Dear colleague,

A Nos\'e--Hoover thermostat on a single stiff vibration can report the set temperature perfectly and still give the wrong fluctuations. Here is the cleanest case, worked with numbers.

\section*{The problem}

A classical harmonic oscillator of mass $m$ and angular frequency $\omega_0$ is coupled to one thermostat variable $\xi$, a friction rate of either sign:
\begin{equation}
\dot q=\frac{p}{m},\qquad \dot p=-m\omega_0^2q-\xi p,\qquad \dot\xi=\frac{p^2/m-kT}{Q}.
\label{nh}
\end{equation}
The thermostat mass $Q$ has the dimension energy $\times$ time$^2$. I use reduced units $m=\omega_0=kT=1$, but write them out: energies in $kT$, times in $\omega_0^{-1}$, $\xi$ in $\omega_0$, lengths in $\ell=\sqrt{kT/m}/\omega_0$, and $Q$ in $kT/\omega_0^2$. The data are $Q=10$ and $Q=100\;kT/\omega_0^2$, and the start $q=2\,\ell$, $p=0$, $\xi=0$. The oscillator energy $E=p^2/2m+m\omega_0^2q^2/2$ therefore begins at $E_0=2\,kT$.

Find (a) the slow equations and their invariant, (b) the range of $E$ and the period of the slow motion, (c) the size of what the averaging neglects, (d) the sampled density of $E$ against the canonical one, and (e) the same results in laboratory units for an illustrative mode of period $100$ fs at $300$ K.

\section*{What the thermostat promises}

The flow \eqref{nh} has divergence $-\xi$, and along it $\frac{d}{dt}(E+Q\xi^2/2)=-kT\,\xi$. The density $f\propto\exp[-(E+Q\xi^2/2)/kT]$ thus obeys $\dot f=\xi f$, which is the condition for it to be stationary. A one-dimensional oscillator has a constant density of states, so $f$ implies $\rho_{\rm can}(E)=e^{-E/kT}/kT$. Stationarity does not say that one trajectory visits all of $f$. That is ergodicity, and it is what fails.

\section*{(a) Averaging}

Put $p=\sqrt{2mE}\cos\theta$ and $q=\sqrt{2E/m\omega_0^2}\,\sin\theta$. Equations \eqref{nh} become, exactly,
\begin{equation}
\dot E=-\xi E(1+\cos2\theta),\quad \dot\xi=\frac{E(1+\cos2\theta)-kT}{Q},\quad \dot\theta=\omega_0+\tfrac12\xi\sin2\theta .
\label{polar}
\end{equation}
The small parameter is $\epsilon=\sqrt{kT/Q}/\omega_0$, equal to $0.316$ and $0.100$ for our two masses. With $\xi$ of order $\epsilon\omega_0$, both $E$ and $\xi$ change by a fraction of order $\epsilon$ per radian of phase. Averaging over $\theta$ removes the cosines:
\begin{equation}
\dot E=-\xi E,\qquad \dot\xi=\frac{E-kT}{Q}.
\label{avg}
\end{equation}
These equations conserve
\begin{equation}
G=E-kT\ln\frac{E}{kT}+\frac{Q\xi^2}{2},
\label{G}
\end{equation}
since $\dot G=(1-kT/E)(-\xi E)+\xi(E-kT)=0$. In the variable $u=\ln(E/kT)$ we have $\dot u=-\xi$ and $Q\ddot u=-kT(e^u-1)$. This is a particle of mass $Q$ in the well $kT(e^u-u)$, with total energy $G$. The well has its minimum $kT$ at $E=kT$ and rises without limit on both sides, so every slow orbit is a closed curve and $E$ cannot approach zero.

\section*{(b) Turning points and period}

Our start gives $G_0=(2-\ln2)\,kT=1.3069\,kT$, which lies $g=G_0/kT-1=0.3069$ above the bottom of the well. The turning points have $\xi=0$ and solve $E-kT\ln(E/kT)=G_0$. One root is the start, $E_+=2\,kT$. The other is $E_-=0.4064\,kT$. Neither depends on $Q$. The friction is largest at $E=kT$, where $\xi_{\max}=\sqrt{2g}\,\epsilon\omega_0$.

The slow period is
\begin{equation}
\mathcal T(G)=\sqrt{2Q}\int_{E_-}^{E_+}\frac{dE}{E\sqrt{G-E+kT\ln(E/kT)}} .
\label{T}
\end{equation}
A series follows from its Laplace transform in $g$. In the plane of $u$ and $v=\dot u\sqrt{Q/kT}$ the area element between neighbouring orbits is $\sqrt{kT/Q}\,\mathcal T\,dg$. Hence
\begin{equation}
\sqrt{\frac{kT}{Q}}\int_0^\infty\!\mathcal T e^{-\beta g}\,dg=\sqrt{\frac{2\pi}{\beta}}\int_{-\infty}^{\infty}\!e^{-\beta(e^u-u-1)}du=\sqrt{\frac{2\pi}{\beta}}\;e^{\beta}\beta^{-\beta}\Gamma(\beta).
\end{equation}
Stirling's series turns the right side into $(2\pi/\beta)[1+1/12\beta+1/288\beta^2-139/51840\beta^3+\dots]$, and $\beta^{-k-1}$ inverts to $g^k/k!$:
\begin{equation}
\mathcal T=2\pi\sqrt{\frac{Q}{kT}}\left[1+\frac{g}{12}+\frac{g^2}{576}-\frac{139\,g^3}{311040}+\dots\right].
\label{series}
\end{equation}
At $g=0.3069$ the bracket is $1.0257$, so the averaged system has $\mathcal T=6.445\sqrt{Q/kT}$. That is about $20\,\omega_0^{-1}$ and $64\,\omega_0^{-1}$, or $3.2$ and $10$ oscillator periods. The slope of the bracket with respect to $g$ is $0.084$. It is small but not zero, which matters below.

\section*{(c) What the averaging neglects}

With only about three oscillations per slow cycle at $Q=10$ you should be suspicious. Differentiating \eqref{G} along the exact equations \eqref{polar} gives
\begin{equation}
\dot G=kT\,\xi\cos2\theta .
\label{Gdot}
\end{equation}
So $G$ carries a ripple $kT\xi\sin2\theta/2\omega_0$, of amplitude up to $kT\xi_{\max}/2\omega_0$. Relative to $g\,kT$ this is $\epsilon/\sqrt{2g}$, namely $0.40$ and $0.13$. The ripple is not negligible, and it has to be subtracted. Subtract it, differentiate again, and subtract the oscillating terms of order $\epsilon^2$ that appear. What remains has the phase average $\epsilon^2\xi(2E-kT)/8$, which by \eqref{avg} is the time derivative of $kT\xi^2/16\omega_0^2-\epsilon^2E/8$ and can be subtracted too. The result is
\begin{equation}
K=G-\frac{kT\xi\sin2\theta}{2\omega_0}-\epsilon^2\!\left[\frac{(E-kT)\cos2\theta}{4}+\frac{E\cos4\theta}{16}-\frac{E}{8}\right]-\frac{kT\xi^2(1+\cos4\theta)}{16\,\omega_0^2}.
\label{K}
\end{equation}
Its derivative vanishes at orders $\epsilon$ and $\epsilon^2$ and has zero phase average at order $\epsilon^3$. Our start has $\theta=\pi/2$ and $\xi=0$, so $K=G_0+\epsilon^2(5E_0/16-kT/4)=G_0+\tfrac38\epsilon^2kT$.

The extremes of $E$ on the surface of constant $K$ follow by making $E-kT\ln(E/kT)$ as large as possible. The combination $kT\xi\sin2\theta/2\omega_0-Q\xi^2/2$ peaks at $\xi=\tfrac12\epsilon^2\omega_0\sin2\theta$, with the value $\epsilon^2kT\sin^22\theta/8$. There the last term of \eqref{K} is of order $\epsilon^4$. With $c=\cos2\theta$ this leaves
\begin{equation}
E-kT\ln\frac{E}{kT}=K+\epsilon^2\left[\frac{kT}{8}-\frac{3E}{16}+\frac{(E-kT)(c^2+2c)}{8}\right].
\label{env}
\end{equation}
For $E>kT$ the bracket is largest at $c=1$, where it equals $3E/16-kT/4$. For $E<kT$ it is largest at $c=-1$, where it equals $kT/4-5E/16$. The right side of \eqref{env} then exceeds $G_0$ by $\tfrac12\epsilon^2kT$ at the upper root and by $0.498\,\epsilon^2kT$ at the lower one. Dividing by the slope $1-kT/E_\pm$, which is $\tfrac12$ and $-1.461$, gives
\begin{equation}
E_{\max}\simeq(2+\epsilon^2)\,kT,\qquad E_{\min}\simeq(0.4064-0.341\,\epsilon^2)\,kT .
\label{bounds}
\end{equation}
The first-order ripple is proportional to $\xi$ and dies at the turning points, so the window moves only at order $\epsilon^2$. Terms of order $\epsilon^3$ are likewise odd in $\xi$, and the next change is of order $\epsilon^4$. The first quarter period offers a direct test. There $\theta\simeq\pi/2+\omega_0t$ and $\xi\simeq\epsilon^2\omega_0(\omega_0t-\sin2\omega_0t)$, and integrating \eqref{Gdot} up to $\omega_0t=\pi/2$ raises $G$ by $\tfrac12\epsilon^2kT$, as constancy of $K$ requires at $\theta=\pi$.

\begin{center}
\begin{tabular}{lcc}
\hline
 & $Q=10\,kT/\omega_0^2$ & $Q=100\,kT/\omega_0^2$\\
\hline
$\xi_{\max}$, leading order ($\omega_0$) & 0.25 & 0.078\\
ripple of $G$, leading order ($kT$) & 0.12 & 0.039\\
$E_{\min}$ ($kT$) & 0.37 & 0.403\\
$E_{\max}$ ($kT$) & 2.1 & 2.01\\
canonical weight outside the window & 0.43 & 0.47\\
\hline
\end{tabular}
\end{center}
The last row is $1-e^{-E_{\min}/kT}+e^{-E_{\max}/kT}$. Close to half of the canonical ensemble is out of reach.

An expansion controls only finite times. From what I have shown, $K$ could still drift at a rate of order $\epsilon^4kT\omega_0$. The argument for all times uses the return map to $\theta=0$ modulo $2\pi$, defined while $|\xi|<2\omega_0$. This map of the $(u,\xi)$ plane is close to a rotation of each curve $G=$ const by the angle $(2\pi/\omega_0)(2\pi/\mathcal T)$. The angle varies from curve to curve because $d\mathcal T/dG\neq0$. The map also preserves the measure inherited from $f$, so no closed curve round the centre can be mapped strictly inside or outside itself. These are the conditions of Moser's twist theorem, a form of KAM theory, and for small enough $\epsilon$ many curves survive, slightly deformed. Each sweeps out a two-dimensional torus, and such a torus divides the three-dimensional space $(q,p,\xi)$ into an inside and an outside. An orbit between two tori stays there, even if it is chaotic or caught in a resonance. Legoll, Luskin and Moeckel (2007) proved non-ergodicity in this way for sufficiently large $Q$. The argument as I have given it names no threshold. For $Q=10$ and $100$ the table rests on the expansion, and its validity for all time is an inference, safer at $\epsilon=0.100$ than at $0.316$.

\section*{(d) The sampled density}

Each slow cycle crosses an interval $dE$ twice, spending $dE/|\xi|E$ each time, with $|\xi|$ from \eqref{G}. In the averaged system
\begin{equation}
\rho(E)=\frac{\sqrt{2Q}}{\mathcal T\,E\sqrt{G_0-E+kT\ln(E/kT)}},\qquad E_-<E<E_+,
\label{rho}
\end{equation}
and $\rho=0$ outside. Since $\mathcal T\propto\sqrt Q$, the mass drops out. A heavier thermostat traces the same curve more slowly.
\begin{center}
\begin{tabular}{lcccccc}
\hline
$E$ ($kT$) & 0.25 & 0.5 & 1.0 & 1.5 & 1.9 & 3.0\\
$\rho$, averaged system ($1/kT$) & 0 & 1.30 & 0.396 & 0.317 & 0.523 & 0\\
$\rho_{\rm can}$ ($1/kT$) & 0.779 & 0.607 & 0.368 & 0.223 & 0.150 & 0.050\\
\hline
\end{tabular}
\end{center}
The density is U-shaped, with integrable inverse-square-root peaks at both roots. At finite $Q$ the phase dependence in \eqref{env} smears these peaks over a width of order $\epsilon^2kT$.

The moments explain why the fault is easy to miss. Angle brackets denote time averages, and the time average of the derivative of a bounded quantity is zero. Applied to $\dot\xi$ in \eqref{nh} this gives $\langle p^2/m\rangle=kT$ exactly, on every orbit along which $\xi$ stays bounded. The kinetic temperature therefore tests nothing. In the averaged system $\langle E\rangle=kT$ for the same reason. Next, $\frac{d}{dt}\xi^3=3\xi^2(E-kT)/Q$ gives $\langle\xi^2E\rangle=kT\langle\xi^2\rangle$, and $\frac{d}{dt}(Q\xi E)=E^2-kT\,E-Q\xi^2E$ then gives
\begin{equation}
\langle E^2\rangle-\langle E\rangle^2=kT\,\langle Q\xi^2\rangle=\frac{kT}{\mathcal T}\int_{kT}^{G_0}\mathcal T(G)\,dG .
\label{var}
\end{equation}
The last step holds because $\oint Q\dot u\,du=\mathcal T\langle Q\xi^2\rangle$ is the action of the slow orbit, whose derivative with respect to $G$ is $\mathcal T$. Integrating \eqref{series} term by term gives $g+g^2/24+g^3/1728=0.3108$, the next term being too small to show, and division by $1.0257$ gives a variance of $0.303\,(kT)^2$. The canonical value is $1\,(kT)^2$. A heat capacity read from energy fluctuations would come out near $0.3\,k$ in place of $k$. At $Q=10$ the shift $K-G_0\simeq0.04\,kT$ shows the scale of the neglected terms, so only that one figure is supported there.

The displacement shows the same pattern. Phase averaging gives $\langle q^2\rangle=\ell^2\langle E\rangle/kT=\ell^2$, the canonical value. It also gives $\langle q^4\rangle=\tfrac32\ell^4\langle E^2\rangle/(kT)^2=1.95\,\ell^4$, against $3\,\ell^4$ for a Gaussian. The mean-square amplitude is right and the tails are missing.

None of this contradicts the stationarity of $f$. Because $dE=E\,du$, the canonical measure is $e^{-G/kT}\,du\,d\xi\,d\theta$ up to a constant. It is a mixture of all the level surfaces of $G$ with weight $\mathcal T(G)\,e^{-G/kT}dG$. Its mean is $\langle G\rangle=(3/2+\gamma)\,kT=2.077\,kT$, with $\gamma$ Euler's constant. A single run stays near one member of the mixture, chosen by its initial condition, here $G_0=1.3069\,kT$.

\section*{(e) Laboratory units}

For the illustrative mode, $\omega_0^{-1}=100\ \mathrm{fs}/2\pi=15.92$ fs and $kT=25.85$ meV, so the unit of $Q$ is $kT/\omega_0^2=6.55$ eV\,fs$^2$. The two thermostats have $Q=65.5$ and $655$ eV\,fs$^2$, or time constants $\sqrt{Q/kT}=50.3$ and $159$ fs. These are numbers of the classical model and belong to no particular material. The slow periods are about $0.32$ ps and $1.0$ ps. The energy of the mode stays between $9.6$ and $54$ meV for the lighter thermostat and between $10.4$ and $52.0$ meV for the heavier one.

A run of a few tens of picoseconds covers many slow cycles, so its averages settle and block estimates of the statistical error shrink. Those error bars describe convergence on one torus. Two tests expose the problem. Compare $\langle Q\xi^2\rangle$ with $kT$, which here gives about $0.3\,kT$. Then repeat the run from another starting energy, since by \eqref{var} the variance of $E$ follows $G_0$ while the temperature stays at its set value.